Q: I have the energies of tin monoxide, SnO, on a grid of its two lattice constants. What size of energy should I remember?

SnO (P4/nmm) computed with Ansatz 0.2.0: scalar-relativistic PBEsol without dispersion correction or spin polarization, PAW, 520 eV plane-wave cutoff, 10×10×8 k mesh, Gaussian smearing of 0.15 eV. The lattice constants a (= b) and c are varied with fractional atomic coordinates fixed, and free energies are relative to the relaxed crystal.

```
lattice c (Å)  free energy change at lattice a 3.5383 angstrom (meV an atom)  free energy change at lattice a 3.6715 angstrom (meV an atom)  free energy change at lattice a 3.8046 angstrom (meV an atom)  free energy change at lattice a 3.9378 angstrom (meV an atom)  free energy change at lattice a 4.0709 angstrom (meV an atom)
        4.180                                                          454.9                                                          221.9                                                           99.5                                                           61.7                                                           87.1
        4.465                                                          268.2                                                           97.8                                                           24.0                                                           24.5                                                           80.8
        4.750                                                          157.4                                                           35.7                                                            0.0                                                           30.1                                                          109.6
        5.035                                                          113.2                                                           28.9                                                           22.3                                                           74.4                                                          170.6
        5.320                                                          126.1                                                           70.9                                                           85.8                                                          153.6                                                          261.0
```

A: About 0.1 eV an atom for a strain of roughly ten percent in one length. With the other length held, changing a by 7 percent costs 110 to 160 meV an atom, and changing c by 12 percent costs 90 to 100. Thermal energy at room temperature is roughly 25 meV, so these are strong deformations. The zero is the relaxed crystal, with a = 3.8046 Å and c = 4.75 Å. Every other cell is a strained copy of it, in which the atoms keep their fractional positions.

Q: Does it matter whether I squeeze or stretch?

A: Yes. Starting from the relaxed cell, the largest squeeze of a costs 157.4 meV an atom and the equal stretch only 109.6. For c the difference has the same sign but is smaller. The cause is standard physics: when ions are pushed together, the repulsion of their electron shells rises steeply, whereas the pull that resists separation weakens with distance. A well of this kind is steeper on its short side.

Q: In the row with c = 4.465 Å, two neighbouring cells have 24.0 and 24.5 meV an atom. Is the energy flat there?

A: No, the two cells stand on opposite walls of one well. The slopes from the same calculation show it: the energy falls with a at the first cell and rises with a at the second. A parabola through neighbouring points puts the minimum between them, at a ≈ 3.87 Å and about 15 meV an atom.

The example also shows which digits to use. In the row of the relaxed cell the same parabola gives 3.810 Å, where the true minimum is at 3.805 Å, so I would trust the best a to about 0.01 Å. I would lean on energy differences of tens of meV, but not on tenths. In some of the strained cells the band gap closes, and there the smearing of the occupations enters the energy. Functionals of this type also close gaps too early, so such a cell need not be a real metal.

Q: The best a seems to shrink as c grows. Why?

A: The simplest explanation is that both lengths stretch the same Sn–O bond. Each tin atom sits above or below a flat layer of oxygen, displaced sideways by a/2 from the oxygen it binds and at a height h from the layer. The bond length d therefore follows from Pythagoras:

d² = (a/2)² + h²

In this map h grows in proportion to c. If c becomes longer and the bond is to keep its length, a must become shorter.

You can test this with the bond length of the relaxed cell, d = 2.224 Å. There h = √(2.224² − 1.9023²) = 1.152 Å. At the shortest c, h becomes 1.152 × 4.18/4.75 = 1.014 Å, and the rule gives

a = 2 √(2.224² − 1.014²) = 3.96 Å

The minimum in that row lies at 3.95 Å, and the row had no part in setting the bond length. The agreement supports the bond as a cause but does not prove that it acts alone. The distances between tin atoms of neighbouring slabs also grow with both a and c, so their repulsion would tilt the valley in the same direction.

Q: Couldn't the crystal simply be keeping its volume?

A: That would also make a shrink as c grows, but by too much. Over the four rows away from the relaxed cell, the constant-volume rule misses the best a by 0.09 Å (root mean square), and the constant-bond rule by 0.05 Å. The output after this text lists both rules row by row.

The bond rule has a clear limit, though. At the longest c it asks for an a that is 0.09 Å too short, and the crystal accepts a stretched bond of 2.26 Å instead. Something else must resist the shrinking of a. My guess is the crowding of oxygen atoms within their flat layer, which this map cannot separate from the bending of bond angles.

The energies agree that the bond is not everything. At the shortest c, letting a adjust lowers the cost from 99.5 to about 61 meV an atom. If the bond length were all that mattered, the cost would fall almost to zero.

Q: Can I put all this into one formula?

A: Near the minimum, yes. Count the grid steps away from the relaxed cell as i for a and j for c, and write

E = ½A i² + B i j + ½C j²

A and C are the stiffnesses of the two lengths, and B is their coupling. For a given j, the lowest energy lies at i = −(B/A) j. A positive B therefore makes the best a fall as c grows. The bond alone would give this sign: two changes in the same sense strain it twice, while opposite changes partly cancel.

I took A, B and C from the relaxed cell and its eight neighbours, so the corners of the map are a fair test. The form predicts 343 meV an atom where both lengths change in the same sense, and 105 where they change in opposite senses. The computed averages of the two corners of each kind are 358 and 107. A factor of more than three between the two kinds of corner is thus mostly coupling.

The single corners show where the form fails. It gives a squeeze and a stretch the same energy, yet squeezing both lengths costs 454.9 meV an atom and stretching both costs 261.0. This is the steep short side of the well again, now with both lengths pushing on it. Use the formula for small strains, and expect it to make strong compression look too cheap.

Q: Then may I read elastic constants from A and C, and say how weakly the layers are bound?

A: You may read elastic constants for atoms held at fixed fractional positions. If a and b are strained together by ε, the energy per volume is (C11 + C12)ε²; for c it is ½C33ε². The curvatures give C11 + C12 ≈ 250 GPa and C33 ≈ 120 GPa.

The curvature for a is then about four times that for c, which looks like a strongly layered crystal. Much of the factor comes from counting, because a change of a strains two axes at once. Even an isotropic solid whose C12 is a third of its C11 would show a factor of 2(1 + 1/3) ≈ 2.7.

The binding between layers is another matter. When c grows here, the tin atoms are carried away from their oxygen layer, so the map stretches strong Sn–O bonds together with the soft gap between the slabs. If the tin atoms were free to move, they could stay near their oxygen and let the gap take most of the strain. Every energy away from the relaxed cell would then fall or stay the same, so 120 GPa is an upper bound for this functional. I would also expect a weaker link between a and c, since the bond would no longer have to follow c, but that needs a calculation with relaxed atoms.

Adding dispersion forces would change the gap in another way. They attract the slabs to each other, so the relaxed crystal would have a shorter c, and the whole map would need a new zero.

Q: What would change if I replaced tin by lead?

A: The tetragonal form of lead monoxide has the same layered structure, and lead is the larger ion, so its bond to oxygen is longer. The lowest cell would therefore lie at larger lattice constants. In a map made in the same way, the bond would again depend on both a/2 and h, so the same geometry argues for a best a that falls as c grows. How steeply the energy rises on either side depends on the stiffness of the Pb–O bond and of the other contacts, and geometry alone does not supply that.

The analysis program printed:

```
Valley of the map (lengths in angstrom, energy in meV an atom):
    row  best a  constant bond a less best a  constant volume a less best a  Sn-O at reference a  Sn-O at best a  energy at best a
   4.18   3.951                     0.008083                         0.1049                2.156            2.22              61.4
  4.465    3.87                       0.0147                        0.05387                2.189           2.218             14.96
   4.75    3.81                    -0.005666                      -0.005666                2.224           2.226          -0.05957
  5.035   3.753                     -0.03564                       -0.05764                2.261           2.239             17.89
   5.32    3.71                     -0.08699                        -0.1147                2.299            2.26                68
Quadratic form against the outer columns (meV an atom):
    row  computed a 3.5383  quadratic a 3.5383  computed a 4.0709  quadratic a 4.0709
   4.18              454.9                 343               87.1               105.4
  4.465              268.2               214.2               80.8               95.35
   4.75              157.4               131.6              109.6               131.6
  5.035              113.2               95.35              170.6               214.2
   5.32              126.1               105.4                261                 343
Outermost change of a from the reference (percent): 6.999
Outermost change of c from the reference (percent): 12
Cost of the outermost squeeze of a over that of the equal stretch (ratio): 1.436
Cost of the outermost squeeze of c over that of the equal stretch (ratio): 1.16
Curvature per squared strain, a (two axes) over c (ratio): 4.177
Clamped C11 + C12 (GPa): 250.4
Clamped C33 (GPa): 119.9
Row 4.465, energy at a 3.9378 less energy at a 3.8046 (meV an atom): 0.5
Rms miss of the constant bond rule, reference row left out as it sets the rule (angstrom): 0.04775
Rms miss of the constant volume rule, reference row left out as it sets the rule (angstrom): 0.08716
Share of the cost saved by the best a at the shortest c (percent): 38.3
Share of the cost saved by the best a at the longest c (percent): 20.74
Share saved according to the quadratic form (percent): 28.95
Mean of the two corners with a and c changed in the same sense (meV an atom): 357.9
Mean of the two corners with a and c changed in opposite senses (meV an atom): 106.6
```
